\textbf{Student:} You claim that a surface roughens at $k_BT_R=(2/\pi)Sd^2$. A pure number, whatever the material? I don't believe it.

\textbf{Lecturer:} Take the discrete Gaussian model: columns on a square lattice of unit spacing, heights $h_i=n_id$, and
\begin{equation}
\frac{H}{k_BT}=\frac K2\sum_{\langle ij\rangle}(n_i-n_j)^2,\qquad K=\frac{S_0d^2}{k_BT}.
\end{equation}
Its continuum form is $\frac{S_0}{2}\int(\nabla h)^2\,d^2x$, with $S_0$ the bare stiffness. The smallest case makes only two columns integer, at separation $\mathbf r$, and leaves the others continuous. Integrating those out gives the difference $n$ a Gaussian weight of variance $R/K$, where
\begin{equation}
R(\mathbf r)=\int\!\frac{d^2k}{(2\pi)^2}\,\frac{2(1-\cos\mathbf k\cdot\mathbf r)}{4-2\cos k_x-2\cos k_y}.
\end{equation}
Poisson summation then gives, exactly,
\begin{equation}
\sum_n e^{-Kn^2/2R}=\sqrt{\frac{2\pi R}{K}}\sum_m e^{-2\pi^2m^2R/K}.
\label{poisson}
\end{equation}
The integer $m$ is a charge $+m$ on one column and $-m$ on the other.

\textbf{Student:} That is a theta-function identity. Where is the Coulomb gas?

\textbf{Lecturer:} In $R$. For $\mathbf r=(p,p)$ set $u,v=(k_x\pm k_y)/2$. The denominator becomes $4-4\cos u\cos v$, and the $v$ integral leaves
\begin{equation}
R=\frac1{2\pi}\int_0^\pi\!\frac{1-\cos2pu}{\sin u}\,du=\frac2\pi\sum_{j=1}^p\frac1{2j-1}\;\to\;\frac{\ln r+\kappa}{\pi},
\end{equation}
with $r=p\sqrt2$ and $\kappa=\gamma+\frac32\ln2=1.617$, $\gamma$ being Euler's constant. A unit pair has weight
\begin{equation}
w=e^{-2\pi^2R/K}\to y_0^2\,r^{-2\Delta},\qquad \Delta=\frac\pi K=\frac{\pi k_BT}{S_0d^2},\qquad y_0=e^{-\pi\kappa/K}.
\end{equation}
Since $w=\langle e^{2\pi i[h(\mathbf r)-h(0)]/d}\rangle$ in the Gaussian sheet, $\Delta$ is the dimension of $\cos(2\pi h/d)$. At $K=\pi/2$, $10^3r^4w$ is $1.342$, $1.492$ and $1.550$ for $p=1,2,10$, and tends to $10^3e^{-4\gamma}/64=1.553$.

\textbf{Student:} Does discreteness change the heights at all?

\textbf{Lecturer:} Differentiate Eq.~(\ref{poisson}) with respect to $K$: $\langle n^2\rangle=(R/K)\,[1-4\pi^2(R/K)\langle m^2\rangle]$. For $p=1$, $K=\pi/2$ this is $0.4009$, against the Gaussian $4/\pi^2=0.4053$. Charges stiffen the surface. With every column integer, each gets a charge, the uniform height shift forces $\sum_im_i=0$, and
\begin{equation}
Z\propto\sum_{\{m\}}\exp\Big[\frac{\pi^2}{K}\sum_{i\ne j}m_im_jR_{ij}\Big].
\end{equation}
This is the neutral Coulomb gas of Chui and Weeks (1976). Its coupling $1/K$ grows with $T$, so the hot, rough surface has bound pairs and the smooth one is the plasma. Keeping $m=0,\pm1$ at small fugacity $y$ gives sine-Gordon, with $-2y\int\cos(2\pi n)\,d^2x$ added to $H/k_BT$.

\textbf{Student:} Two columns have no phase transition.

\textbf{Lecturer:} No, but one pair tells us when the dilute gas fails. On a tilt $\mathbf g=\nabla n$, pairs add $-y^2\int d^2r\,r^{-2\Delta}\cos(2\pi\,\mathbf g\cdot\mathbf r)$ to the free energy per area, in units of $k_BT$. The $g^2$ term is $\frac12\delta K\,g^2$ with $\delta K=4\pi^3y^2\int r^{3-2\Delta}dr$, finite only for $\Delta>2$. Doing the integral shell by shell, $r=e^{l}$, yields the Kosterlitz--Thouless flow to second order in $y$:
\begin{equation}
\frac{dK}{dl}=4\pi^3y^2,\qquad \frac{dy}{dl}=\Big(2-\frac\pi K\Big)y.
\end{equation}
Dividing one by the other and integrating,
\begin{equation}
4\pi^3y^2=4K-2\pi-2\pi\ln\frac{2K}{\pi}+\epsilon .
\label{inv}
\end{equation}
For $\epsilon<0$, starting at $K<\pi/2$, $y$ dies at some $K_\infty<\pi/2$: rough. At $\epsilon=0$, $K_\infty=\pi/2$. With $S=K_\infty k_BT/d^2$,
\begin{equation}
k_BT_R=\frac2\pi S(T_R)d^2,\qquad \langle[h(\mathbf r)-h(0)]^2\rangle\to\frac{d^2}{\pi K_\infty}\ln r=\frac{2d^2}{\pi^2}\ln r .
\end{equation}

\textbf{Student:} So $S$ is not the $S_0$ I started with.

\textbf{Lecturer:} It is the renormalised long-wavelength stiffness, approached from the rough side. Put $y_0(K)$ into Eq.~(\ref{inv}) with $\epsilon=0$ and the cutoff at one spacing: the bare critical value is $K_c=1.35$, with $y_0=0.023$. The stiffness grows by 16\%, and $k_BT_R=0.74\,S_0d^2$ instead of $0.64\,S_0d^2$. A cutoff $\pi^{-1/2}$, the disc with the area of one cell, gives $1.32$, so this number is an estimate. The end point $\pi/2$ does not move.

\textbf{Student:} And the strange exponential?

\textbf{Lecturer:} Near $K=\pi/2$ let $x=2-\pi/K$. To leading order $dx/dl=x^2+C^2$ with $C^2=4\epsilon/\pi$, so from the starting value $x_0<0$
\begin{equation}
l=\frac1C\Big[\arctan\frac xC-\arctan\frac{x_0}C\Big]\to\frac\pi C\quad(C\to0,\ x>0).
\end{equation}
Pinning becomes strong at $\xi\sim e^{\pi/C}$. A step is a kink of height $d$ and width $\xi$, so its free energy per length is of order $k_BT/\xi$. The bare couplings are smooth in $T$, hence $C^2\propto t=(T_R-T)/T_R$ and
\begin{equation}
\beta_{\rm step}\propto e^{-c/\sqrt t}.
\end{equation}
The constant is not universal. With $S_0$ fixed, Eq.~(\ref{inv}) gives $C^2=1.76\,t$ and $c\approx2.4$. The limit needs $C\ll|x_0|=0.32$, that is $t\ll0.06$. At $T_R$ itself $x=-1/(l+1/|x_0|)$, and the slope $d^2(2-x)/\pi^2$ of the correlation in $\ln r$ is still about 5\% above $2d^2/\pi^2$ at a thousand spacings.

\textbf{Student:} Ag(110) has close-packed rows and staggered layers. It is no square lattice.

\textbf{Lecturer:} So $K_c$, $c$ and the window are the model's, not silver's. The universal part survives. With stiffnesses $S_x,S_y$ along and across the rows, the area-preserving rescaling $x\to x(S_y/S_x)^{1/4}$, $y\to y(S_x/S_y)^{1/4}$ makes the sheet isotropic with $S=\sqrt{S_xS_y}$. Successive layers are related by a lattice translation, so the height period is $d=a/(2\sqrt2)$. A typical $a=4.09$~\AA\ gives $1.446$~\AA. Assume $T_R=800$~K, chosen to lie in the typical range quoted for this face, roughly 700 to 900~K. The compiled expansion coefficient $18.9\times10^{-6}$~K$^{-1}$ at 293~K (Kaye and Laby Online, NPL), extrapolated linearly, adds $1.0\%$, so $d\approx1.46$~\AA. Then $k_BT_R=68.9$~meV, $Sd^2=108$~meV, and the model requires $S=51$~meV/\AA$^2=0.81$~J/m$^2$. That restates the assumed $T_R$ and predicts nothing.

\textbf{Student:} Then what is predicted?

\textbf{Lecturer:} The amplitude $2d^2/\pi^2=0.43$~\AA$^2$, which contains no $T_R$. Asymptotically, three decades of distance raise the mean-square height difference by only $1.40\,d^2$. The model's window would mean staying well within $48$~K of $T_R$ to see the exponential. All of this presumes a continuous transition: if attraction between steps makes the face phase-separate first, the flow never reaches $K=\pi/2$, $y=0$.